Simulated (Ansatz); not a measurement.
Rigid-band transport of added carriers in BN, calculated with Ansatz

Space group P6_3/mmc (No. 194), 4 atoms in the cell of the first input below: a = 2.504 Å, b = 2.504 Å, c = 6.661 Å, α = 90.00°, β = 90.00°, γ = 120.00°.

The structure is a measured one, not always of the ambient phase, taken without relaxation (pressure -0.6 GPa with this functional, without spin–orbit coupling). Functional: r2SCAN.

Spin–orbit coupling is left out. Kohn–Sham gap between the band edges found on a fine mesh: 4.79 eV.

Levels at points 0.012 Å⁻¹ about the band edges give the masses:

```yaml
crystal:
  lattice:
    - [2.5039909975, 0.0, 0.0]
    - [-1.2519954988, 2.1685198147, 0.0]
    - [0.0, 0.0, 6.6611981197]
  atoms:
    - { symbol: B, position: [0.3333333333, 0.6666666667, 0.25] }
    - { symbol: B, position: [0.6666666667, 0.3333333333, 0.75] }
    - { symbol: "N", position: [0.3333333333, 0.6666666667, 0.75] }
    - { symbol: "N", position: [0.6666666667, 0.3333333333, 0.25] }
basis:
  ecutwfc: 500
  ecutrho_ratio: 4
kpoints:
  mp_grid: { grid: [16, 16, 6] }
hamiltonian:
  xc: r2scan
scf:
  occupations: { method: gaussian, width: 0.05 }
output:
  forces: true
  stress: true
  eigenvalues: true
  eigenstates:
    kpoints:
      - [0.305096564, 0.305081588, -8.4094e-05]
      - [0.309878835, 0.302690452, -8.4094e-05]
      - [0.300314294, 0.307472723, -8.4094e-05]
      - [0.305096564, 0.309223156, -8.4094e-05]
      - [0.305096564, 0.30094002, -8.4094e-05]
      - [0.305096564, 0.305081588, 0.012637858]
      - [0.305096564, 0.305081588, -0.012806045]
      - [0.30847814, 0.30631933, -8.4094e-05]
      - [0.301714988, 0.303843845, -8.4094e-05]
      - [0.30847814, 0.3033908, 0.008911684]
      - [0.301714988, 0.306772376, -0.009079872]
      - [0.305096564, 0.308010118, 0.008911684]
      - [0.305096564, 0.302153057, -0.009079872]
      - [0.307857609, 0.3060922, 0.007260928]
      - [0.302335519, 0.304070975, -0.007429116]
      - [0.0, -0.5, 0.0]
      - [0.004782271, -0.502391135, 0.0]
      - [-0.004782271, -0.497608865, 0.0]
      - [0.0, -0.495858432, 0.0]
      - [0.0, -0.504141568, 0.0]
      - [0.0, -0.5, 0.012721951]
      - [0.0, -0.5, -0.012721951]
      - [0.003381576, -0.498762257, 0.0]
      - [-0.003381576, -0.501237743, 0.0]
      - [0.003381576, -0.501690788, 0.008995778]
      - [-0.003381576, -0.498309212, -0.008995778]
      - [0.0, -0.497071469, 0.008995778]
      - [0.0, -0.502928531, -0.008995778]
      - [0.002761045, -0.498989387, 0.007345022]
      - [-0.002761045, -0.501010613, -0.007345022]
    de_dk: true
    e_range: [-2.996179545982, 3.000247675211]
```

```bash
ansatz run input.yaml --threads 4 --pin off --max-ram 9216MiB --backend cpu --events-out ev --progress --plain --runs-dir out
```

Time: 2.9 s on 4 threads of Arm Neoverse V1 (shared host), peak memory 0.43 GiB.

Edges at k = (0.305, 0.305, 0.000) and (0.000, -0.500, 0.000); masses in electron masses along fixed Cartesian directions (which need not be the axes of a valley), negative for hole-like bands, for at most the three nearest levels of the same spin at these k-points, within 0.3 eV:

```
      edge  band  from the edge (meV)  degeneracy       x       y     z     111
   valence     1                    0           1  -1.419  -0.699  -6.4  -0.844
conduction     1                    0           1   2.018   0.251   3.2   0.626
```

These curvatures agree with the slopes at the same points. They hold at the edge alone, and further out the bands need not be parabolic.

The states of the whole zone with their velocity products:

```yaml
crystal:
  lattice:
    - [2.5039909975, 0.0, 0.0]
    - [-1.2519954988, 2.1685198147, 0.0]
    - [0.0, 0.0, 6.6611981197]
  atoms:
    - { symbol: B, position: [0.3333333333, 0.6666666667, 0.25] }
    - { symbol: B, position: [0.6666666667, 0.3333333333, 0.75] }
    - { symbol: "N", position: [0.3333333333, 0.6666666667, 0.75] }
    - { symbol: "N", position: [0.6666666667, 0.3333333333, 0.25] }
basis:
  ecutwfc: 500
  ecutrho_ratio: 4
kpoints:
  mp_grid: { grid: [16, 16, 6] }
hamiltonian:
  xc: r2scan
scf:
  occupations: { method: gaussian, width: 0.05 }
output:
  forces: true
  stress: true
  eigenvalues: true
  states_by_energy: { minimum_broadening: 0.05 }
```

```bash
ansatz run input.yaml --threads 4 --pin off --max-ram 9216MiB --backend cpu --events-out ev --progress --plain --runs-dir out
```

Time: 69 s on 4 threads of Arm Neoverse V1, with other jobs on the host, peak memory 0.89 GiB.

From that table, at a constant relaxation time τ with Fermi–Dirac weights and rigid bands:

```tsv
T (K)	doping (cm⁻³)	μ − E_F (eV)	σ_xx/τ (10²⁰/Ω m s)	S_xx (μV/K)	Lorenz (10⁻⁸ V²/K²)	ħω_p,xx (eV)
600	n 1e19	2.233	0.00606	-491	1.83	0.172
600	p 1e19	-2.147	0.00232	594	1.59	0.107
600	n 1e20	2.359	0.0604	-295	1.86	0.544
600	p 1e20	-2.268	0.0232	396	1.60	0.337
600	n 1e21	2.538	0.587	-121	2.10	1.695
600	p 1e21	-2.409	0.24	197	1.73	1.084
900	n 1e19	2.101	0.00587	-545	1.86	0.170
900	p 1e19	-1.993	0.00247	628	1.59	0.110
900	n 1e20	2.285	0.0585	-349	1.88	0.535
900	p 1e20	-2.174	0.0248	430	1.59	0.348
900	n 1e21	2.511	0.568	-166	2.03	1.667
900	p 1e21	-2.374	0.254	231	1.67	1.116
```

Problem. Which of the dopings listed at 600 K has the largest power factor S²σ/τ along x?

Solution. n 1e19: 1.5, p 1e19: 0.82, n 1e20: 5.3, p 1e20: 3.6, n 1e21: 8.6, p 1e21: 9.3 (10¹¹ W/m K² s), so p 1e21 cm⁻³, if τ is the same for all, though the lead is small. Along z the largest is 2.7, for p 1e21 cm⁻³, as the crystal conducts unlike along its axes.

Caveats: crystals with gaps this wide can seldom be doped to such densities with both signs of carrier, so the rows show what the bands would give; melting, decomposition and changes of phase at these temperatures weren't checked; no scattering is computed, and the gap isn't corrected.

At every listed density and temperature, electrons give the larger σ/τ and holes the larger Seebeck coefficient. The conduction edge, mainly boron p_z π* in character, has a light in-plane direction (0.251), and symmetry-equivalent valleys bring it into the x response. The nitrogen-derived π valence edge is heavier in-plane, and its larger density of states probably keeps the chemical potential farther from the band at equal density, which raises the thermopower. Weak π overlap between layers explains the heavy masses along z for both carriers.

The p-type lead in power factor at 600 K isn't a general preference for holes: the tabulated values reverse the order at 900 K for the same 1e21 density, as the electron Seebeck coefficient recovers more strongly from its degenerate value. For both carriers the power factor is still rising at the highest doping, so the optimum carrier density isn't bracketed.
